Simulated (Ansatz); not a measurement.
## Loss of CH4: C3H10SSi → C2H6SSi + CH4

Species: C3H10SSi `CC(C)S[SiH3]`, singlet; C2H6SSi `C=CS[SiH3]`, singlet; CH4 (methane) `C`, singlet. 

Shapes, held fixed at every level: PBE0-D4/def2-TZVP. Flexible molecules stand in one conformer, not always the lowest. Programs: Ansatz 0.2.0. Electronic energies: no zero-point or thermal term.

```tsv
level	kind	ΔE (kJ/mol)	less CCSD(T)/CBS estimate
PBE-D4/def2-TZVPP	GGA	+96.1	-2.6
r2SCAN-D4/def2-TZVPP	meta-GGA	+97.3	-1.4
B3LYP-D4/def2-TZVPP	global hybrid	+85.1	-13.6
PBE0-D4/def2-TZVPP	global hybrid	+108.9	+10.2
wB97M-V/def2-TZVPP	range-separated hybrid	+99.9	+1.2
wB97X-V/def2-TZVPP	range-separated hybrid	+107.9	+9.2
B2PLYP/def2-TZVPP	double hybrid	+82.1	-16.6
CCSD(T)/CBS estimate	coupled cluster or CI	+98.7	0.0
```

The highest level, CCSD(T)/CBS estimate, gives ΔE = +98.7 kJ/mol; the levels span +82.1 to +108.9. The column of differences is taken from that level and isn't an error. No measured value is set beside it here. The CBS estimate extrapolates MP2 from def2-TZVPP and def2-QZVPP and adds CCSD(T) − MP2 in the triple-zeta set, cores frozen.

Loss of methane is clearly uphill in electronic energy at every level, with the coupled-cluster estimate at +98.7 kJ/mol. The C–H bond broken in one methyl group is repaid by the one formed in methane, so the main net change is the exchange of a C–C σ bond for the π bond of the vinyl group. Sideways p overlap makes that π bond the weaker of the two. Donation from the sulfur lone pair into the vinyl π* orbital should recover a little of the cost, but far from all of it, and the S–Si linkage is retained throughout.

The deviations don't shrink steadily from GGA to double hybrid: PBE and r2SCAN lie closer to the reference than B3LYP, PBE0 or B2PLYP. The low B3LYP and B2PLYP values probably reflect a shared underbinding of the saturated, branched reactant by their related exchange and correlation functionals. The reaction energy alone doesn't show whether methane loss could compete kinetically with C–S or S–Si cleavage.
